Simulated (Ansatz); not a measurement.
## A series in volume per atom on Ge

Results calculated with Ansatz 0.2.0, not measured. Periodic Kohn-Sham DFT of a crystal at fixed atoms; pressure and stress are positive in compression; the energy is the free energy less that of spherical unpolarised free atoms; site moments are those in the method's own spheres, positive along +z.

Cell of the first row (space group Fd-3m, No. 227):
```
CELL_PARAMETERS angstrom
0.00000 2.77100 2.77100
2.77100 0.00000 2.77100
2.77100 2.77100 0.00000
ATOMIC_POSITIONS crystal
Ge 0.50000 0.50000 0.50000
Ge 0.75000 0.75000 0.75000
```

Settings of every row: method all-electron PAW; functional LDA; relativity scalar; k mesh 10x10x10; filling fermi-dirac; smearing width 0.05 eV; nucleus gaussian.

Atom start moment: 0 on all atoms.

Limits of some rows: small gap, it may come from the mesh (row 1, 2).

| row | volume per atom (Å³) | pressure (GPa) |
| --- | --- | --- |
| 1 | 21.278 | 3.416 |
| 2 | 21.73 | 1.653 |
| 3 | 22.183 | 0.112 |
| 4 | 22.409 | -0.592 |
| 5 | 22.636 | ? |
| 6 | 22.862 | -1.896 |
| 7 | 23.088 | -2.495 |
| 8 | 23.541 | -3.588 |
| 9 | 23.994 | -4.552 |

Question: what pressure should row 5 give?

Worked fit of pressure. Take u = (V_r/V)^(2/3) − 1 with V_r = 22.636 Å³ an atom, which is twice the finite (Eulerian) strain; such expansions in the strain, on which the Birch-Murnaghan equation of state is built, carry the rest volume and the bulk modulus. The shown rows have u = 0.04211, 0.02761, 0.01357, 0.00674, -0.0066, -0.01309, -0.0258, -0.0381. Least squares give pressure = −1.2702 + 97.903 × u + 311.81 × u² GPa; a straight line predicts inner rows, each left out in turn, worse (root mean square 0.16 against 0.011 GPa). The rows lie off it by 0.011, -0.018, -0.004, 0.004, 0.007, 0.003, 0.001, -0.004 (root mean square 0.0083 GPa). The pressure vanishes at u = 0.0125, or V = 22.22 Å³ an atom, and there the bulk modulus at fixed shape and fractions is B = −V dP/dV = (2/3)(1 + u) dP/du = 71.3 GPa. The withheld row has u = 0, so the fit gives −1.2702 + 97.903 × (0) + 311.81 × (0)² = -1.270 GPa.

The calculation gave -1.263 GPa. The fit lies 0.007 GPa (0.088 % of the column's range) below it; its largest miss of a shown row is 0.018 GPa.
